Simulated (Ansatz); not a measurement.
## Cd: the change of energy less free atoms and pressure with volume scale

Periodic Kohn-Sham DFT of a crystal at fixed atoms, scaled to volume_scale times the given cell; pressure positive in compression, energy less spherical unpolarised free atoms, largest_vzz the field gradient of largest size among the nuclei. The results are calculated, by Ansatz 0.2.0.

The cell before it is scaled or strained (space group P6_3/mmc, No. 194):
```
CELL_PARAMETERS angstrom
2.97890 0.00000 0.00000
-1.48940 2.57980 0.00000
0.00000 0.00000 5.61770
ATOMIC_POSITIONS crystal
Cd 0.33333 0.66667 0.25000
Cd 0.66667 0.33333 0.75000
```

Settings of every row: method all-electron LAPW; functional PBEsol; relativity scalar; k mesh 16x16x7; filling fermi-dirac; smearing width 0.05 eV; basis error target 1 meV/atom; nucleus gaussian.

Atom start moment: 0 on all atoms.

```csv
row,volume scale,V (Å³/atom),energy less free atoms (eV/atom),pressure (GPa)
1,0.94,20.291,-1.1918,2.411
2,0.96,20.722,-1.1962,0.899
3,0.98,21.154,-1.1968,-0.418
4,0.99,21.37,-1.1958,-1.011
5,1,21.585,-1.1941,-1.563
6,1.01,21.801,-1.1916,-2.076
7,1.02,22.017,?,?
8,1.04,22.449,-1.1804,-3.403
9,1.06,22.881,-1.1703,-4.128
```

Question: what energy less free atoms and pressure should row 7 give?

Worked fit of energy less free atoms. Take u = (V_r/V)^(2/3) − 1 with V_r = 21.477 Å³ an atom, which is twice the finite (Eulerian) strain; such expansions in the strain, on which the Birch-Murnaghan equation of state is built, carry the rest volume and the bulk modulus. The shown rows have u = 0.0386, 0.02414, 0.01015, 0.00334, -0.00334, -0.00993, -0.02908, -0.04134. Least squares give energy less free atoms = −1.19503 − 0.2618 × u + 8.567 × u² + 10.1 × u³ eV/atom; a parabola predicts inner rows, each left out in turn, worse (root mean square 0.00015 against 3.3e-05 eV/atom). All shown rows lie on it to the printed digit. Its lowest point lies at u = 0.0149, or V = 21.01 Å³ an atom, and the curvature there gives the bulk modulus at fixed shape and fractions, B = (4/9)(1 + u)² E″(u)/V = 63 GPa. Letting shape and atoms relax would as a rule lower it, by much in layered, chain or molecular crystals. The withheld row has u = -0.01642, so the fit gives −1.19503 − 0.2618 × (-0.01642) + 8.567 × (-0.01642)² + 10.1 × (-0.01642)³ = -1.1885 eV/atom.

The calculation gave -1.1885 eV/atom. The fit meets it to the printed digit.

Worked fit of pressure. Take u = (V_r/V)^(2/3) − 1 with V_r = 21.477 Å³ an atom, which is twice the finite (Eulerian) strain; such expansions in the strain, on which the Birch-Murnaghan equation of state is built, carry the rest volume and the bulk modulus. The shown rows have u = 0.0386, 0.02414, 0.01015, 0.00334, -0.00334, -0.00993, -0.02908, -0.04134. Least squares give pressure = −1.2908 + 82.396 × u + 341.63 × u² + 209 × u³ GPa; a parabola predicts inner rows, each left out in turn, worse (root mean square 0.0033 against 0.0013 GPa). The rows lie off it by 0.000, -0.001, 0.001, 0.001, -0.001, 0.000, 0.000, 0.000. The pressure vanishes at u = 0.0148, or V = 21.01 Å³ an atom, and there the bulk modulus at fixed shape and fractions is B = −V dP/dV = (2/3)(1 + u) dP/du = 62.7 GPa. Letting shape and atoms relax would as a rule lower it, by much in layered, chain or molecular crystals. The withheld row has u = -0.01642, so the fit gives −1.2908 + 82.396 × (-0.01642) + 341.63 × (-0.01642)² + 209 × (-0.01642)³ = -2.553 GPa.

The calculation gave -2.553 GPa. The fit meets it to the printed digit.
